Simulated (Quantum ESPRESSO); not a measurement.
# Work function, surface force and excess energy of Rh(111) films of 3 to 8 layers in PBE

The energy barrier at a metal contact depends on the work function of the metal, and calculations of contacts and catalysts usually replace the thick metal by a film of a few atomic layers. Such a film must be thick enough that its surface properties no longer depend appreciably on the number of layers. This section follows three of them for Rh(111): the work function Φ, which is the vacuum level measured from the Fermi level; the force on the top atom, counted positive outwards; and the excess energy of both faces per 1×1 cell, which is twice the surface energy. All atoms stay at bulk places, so the series shows the effect of thickness without relaxation. Two pseudopotential sets, each with its own cutoffs, show how far the results depend on the description of the ion cores.

## Method

Quantum ESPRESSO 7.5 (pw.x), driven by a script. Symmetric 1×1 slabs of Rh(111) (fcc) at the tabulated measured lattice constant, atoms at bulk places, 7.5 Å of empty space on each side as the script builds them, with open boundaries by the effective screening medium. Mesh 12×12×1 for all thicknesses, Marzari-Vanderbilt smearing of 0.02 Ry, spin-paired, no spin-orbit coupling. PBE, GBRV ultrasoft: cutoffs 40 and 200 Ry; PBE, SG15 norm-conserving: cutoffs 60 and 240 Ry. The excess energy is the slab's energy less the number of layers times the slope of a straight line through the thicker slabs; it is twice the surface energy per cell.

Notes on method and selection:

- Confinement between the two faces quantises the states along the normal, so values can oscillate with thickness.
- The measured lattice constant is no functional's own, which adds to the force.
- Runs in which the search for lower states was switched off are not listed.
- Runs that did not converge, have known faults or may not be shown are not listed, and runs on Ansatz's PAW sets soft_1 and soft_2 are kept to separate tables.

Columns:

- layers: number of atomic layers.
- Φ (eV): work function: vacuum level outside the slab less the Fermi level.
- force (eV/Å): force on the top atom along the outward normal; negative pulls it inwards.
- excess energy (meV): excess energy of the slab, both faces, per 1×1 cell.

## Data

| member | layers | Φ (eV), PBE, GBRV ultrasoft | Φ (eV), PBE, SG15 norm-conserving | force (eV/Å), PBE, GBRV ultrasoft | force (eV/Å), PBE, SG15 norm-conserving | excess energy (meV), PBE, GBRV ultrasoft | excess energy (meV), PBE, SG15 norm-conserving |
| --- | --- | --- | --- | --- | --- | --- | --- |
| 3 layers | 3 | 5.126 | 5.120 | −0.2119 | −0.2239 | 1578 | 1569 |
| 4 layers | 4 | 5.172 | 5.160 | −0.0483 | −0.0495 | 1576 | 1567 |
| 5 layers | 5 | 5.170 | 5.164 | −0.0400 | −0.0559 | 1578 | 1569 |
| 6 layers | 6 | 5.163 | 5.157 | −0.0791 | −0.0773 | 1566 | 1557 |
| 7 layers | 7 | 5.172 | 5.165 | −0.0602 | −0.0606 | 1580 | 1571 |
| 8 layers | 8 | ? | ? | ? | ? | ? | ? |

Cells marked ? are withheld until the estimate has been made.

## What drives the series

The main change in Φ comes with the fourth layer. With the GBRV set it rises by 5.172 − 5.126 = 0.046 eV from 3 to 4 layers, and from 4 to 7 layers it stays within 5.172 − 5.163 = 0.009 eV. The SG15 values lie 0.006 to 0.012 eV lower and show the same step.

This early levelling is what screening in a metal leads one to expect. The work function can be written $\Phi = D - \mu$, where $D$ is the rise in electrostatic potential from the inside of the film to the vacuum and $\mu$ is the Fermi level measured from the mean potential inside. The charge that sets $D$ is confined largely to the outermost layers. In a film of 3 layers the single inner layer borders on both surface layers, so the two faces still influence each other.

The force is negative in every row. The top atom has lost its neighbours on the vacuum side, and its bonds to the layer below strengthen and pull it inwards. The pull falls from 0.2119 to 0.0483 eV/Å between 3 and 4 layers (GBRV), a factor of 0.2119 / 0.0483 = 4.4. PBE usually gives 4d metals a slightly too long lattice constant; at the measured one the film is then somewhat compressed, which pushes the top layer outwards and weakens the inward pull.

The excess energy has no such step: with GBRV it is 1578 meV at both 3 and 5 layers, or 1578 / 2 = 789 meV per face. Its clearest feature is a dip at 6 layers, to 1566 meV with GBRV and 1557 meV with SG15. Among the films of 4 to 7 layers, the one with 6 also has the lowest Φ and the strongest inward force in both sets. Quantised states crossing the Fermi level could cause this, but so could the sampling error of the common 12×12×1 mesh.

## Predicting the missing value

Plain estimates from the members shown:

- 8 layers (PBE, GBRV ultrasoft), mean of the 5 members shown: 5.161 eV, standard deviation 0.018

The mean of all five members, 5.161 eV, is pulled down by the film of 3 layers, which also stands apart in the force. A film of 8 layers has well-separated faces and belongs with the members from 4 layers upwards. Their mean is (5.172 + 5.170 + 5.163 + 5.172) / 4 = 5.169 eV.

The same route can be tried on the two thickest members shown, using only thinner films. For 7 layers, the mean of 4 to 6 layers is (5.172 + 5.170 + 5.163) / 3 = 5.168 eV against the calculated 5.172 eV, a miss of 0.004 eV; including the film of 3 layers would raise the miss to 0.014 eV. For 6 layers, the mean of 4 and 5 layers is (5.172 + 5.170) / 2 = 5.171 eV against 5.163 eV, a miss of 0.008 eV, and there including the film of 3 layers does about equally well, with a miss of 0.007 eV.

No further shift is applied. The even films of 4 and 6 layers have 5.172 and 5.163 eV, the odd ones of 5 and 7 layers 5.170 and 5.172 eV, which is no regular alternation that could be continued to 8 layers.

The four values scatter about their mean with a standard deviation of roughly √((0.003² + 0.001² + 0.006² + 0.003²) / 3) = 0.0043 eV. Allowing for the uncertainty of the mean itself gives 0.0043 × √(1 + 1/4) = 0.005 eV, in keeping with the two trial misses.

**Committed estimate, 8 layers (PBE, GBRV ultrasoft): Φ = 5.169 ± 0.005 eV.**

## Outcome

| member | level | layers | Φ (eV) | force (eV/Å) | excess energy (meV) |
| --- | --- | --- | --- | --- | --- |
| 8 layers | PBE, GBRV ultrasoft | 8 | 5.175 | −0.0673 | 1574 |
| 8 layers | PBE, SG15 norm-conserving | 8 | 5.167 | −0.0738 | 1566 |

| member | estimate | Φ (eV) | computed | estimate − computed | miss in error bars |
| --- | --- | --- | --- | --- | --- |
| 8 layers (PBE, GBRV ultrasoft) | committed | 5.169 | 5.175 | −0.006 | 1.2 |
| 8 layers (PBE, GBRV ultrasoft) | mean | 5.161 | 5.175 | −0.014 |  |

The calculated work function of the film of 8 layers is 5.175 eV. The estimate of 5.169 ± 0.005 eV is 0.006 eV too low and falls just outside its error bar, at 1.2 times its width. It is closer than the mean of all five members, which is 0.014 eV too low.

Leaving out the film of 3 layers was the right choice: with 8 layers, Φ again lies near the values found from 4 layers upwards. The error bar is one standard deviation, so a miss of 1.2 times its width is ordinary and does not show that the bar was too narrow.

The new value is the highest of the GBRV column, and its SG15 counterpart, 5.167 eV, is the highest of the other. The choice of pseudopotential is therefore an unlikely reason for the small rise. With 8 layers included, the GBRV values from 4 layers upwards span 5.175 − 5.163 = 0.012 eV. This agrees with a surface dipole that is screened within a few layers, leaving small variations with thickness.

## Where the trend breaks

The film of 3 layers stands farthest from the rest. Its Φ is 5.170 − 5.126 = 0.044 eV below the GBRV mean of the films of 4 to 8 layers, and its inward force of 0.2119 eV/Å is 2.7 times the next largest, 0.0791 eV/Å. The likeliest reason is the coupling of the two faces through a single inner layer, although this simple picture does not fix the sign of either shift. The excess energy of 1578 meV gives no warning of it, so a settled surface energy is no assurance that the force has settled.

The film of 6 layers departs mainly in energy. Its excess energy is 11 meV below the mean of the other five films in both sets, or about 6 meV per face. An error in the slope of the straight line would make the excess energy drift steadily with thickness and could not produce a dip at one film. Sampling error remains a possible cause beside quantised states, since both sets use the same mesh.

At 5 layers the two sets differ most in the force, by 0.0559 − 0.0400 = 0.0159 eV/Å. They also differ by 0.2239 − 0.2119 = 0.0120 eV/Å at 3 layers and by 0.0738 − 0.0673 = 0.0065 eV/Å at 8 layers, yet agree within 0.002 eV/Å at 4, 6 and 7 layers. A constant offset between the pseudopotentials or cutoffs does not explain so uneven a pattern. Incomplete self-consistency in some of the runs is a possible cause, as forces are more sensitive to it than total energies.

## Experiment

| member | quantity | measured | computed, PBE, GBRV ultrasoft | computed − measured | conditions | source |
| --- | --- | --- | --- | --- | --- | --- |
| 8 layers | Φ (eV) | 5.46 | 5.175 | −0.285 | compiled values differ between sources by a tenth of an eV or more; compiled experimental value; Rh(111) single-crystal face | [1] |

Sources:

[1] "Anisotropic work function of elemental crystals" (2019, arXiv:1902.07811)

The calculated Φ of the film of 8 layers is 0.285 eV below the measured 5.46 eV with GBRV and 5.46 − 5.167 = 0.293 eV below it with SG15, about 5% in each case. The measured value belongs to a crystal face, so it tests the level of Φ and not its change with thickness.

Neither the thickness nor the pseudopotential accounts for a difference of this size, as they change Φ by only about 0.01 eV between 4 and 8 layers. Relaxation is also unlikely to do so. With a rough stiffness of 10 eV/Å² for the top layer, the force would move it inwards by only 0.0673 / 10 = 0.007 Å.

PBE often gives work functions of transition metals that are too low by one or more tenths of an eV, which has the right sign. On the experimental side, adsorbed oxygen or carbon monoxide would raise the measured value and widen the gap, while steps would lower it. Compiled values differ by a tenth of an eV or more and the method of measurement is not stated, so this one comparison does not establish the error of PBE for Rh(111).

## What to take away

For unrelaxed Rh(111) films of 4 to 8 layers, four layers are enough to obtain Φ to about 0.01 eV within a given set-up. A film inside this range can be estimated equally well from the mean of the others. The force needs more care, as the inward pull still varies between 0.0400 and 0.0791 eV/Å with GBRV.

The excess energy at 8 layers corresponds to 1574 / 2 = 787 meV per surface atom. With 96.5 kJ/mol per eV, this is 787 / 1000 × 96.5 = 76 kJ per mole of surface atoms.

Thickness changes this energy by only (1580 − 1566) / 2 = 7 meV per surface atom. The dispersion attraction missing from PBE probably matters more: it adds to the cost of separating the metal into two faces and would raise the surface energy, by a rough guess of 0.1 eV per surface atom or more.
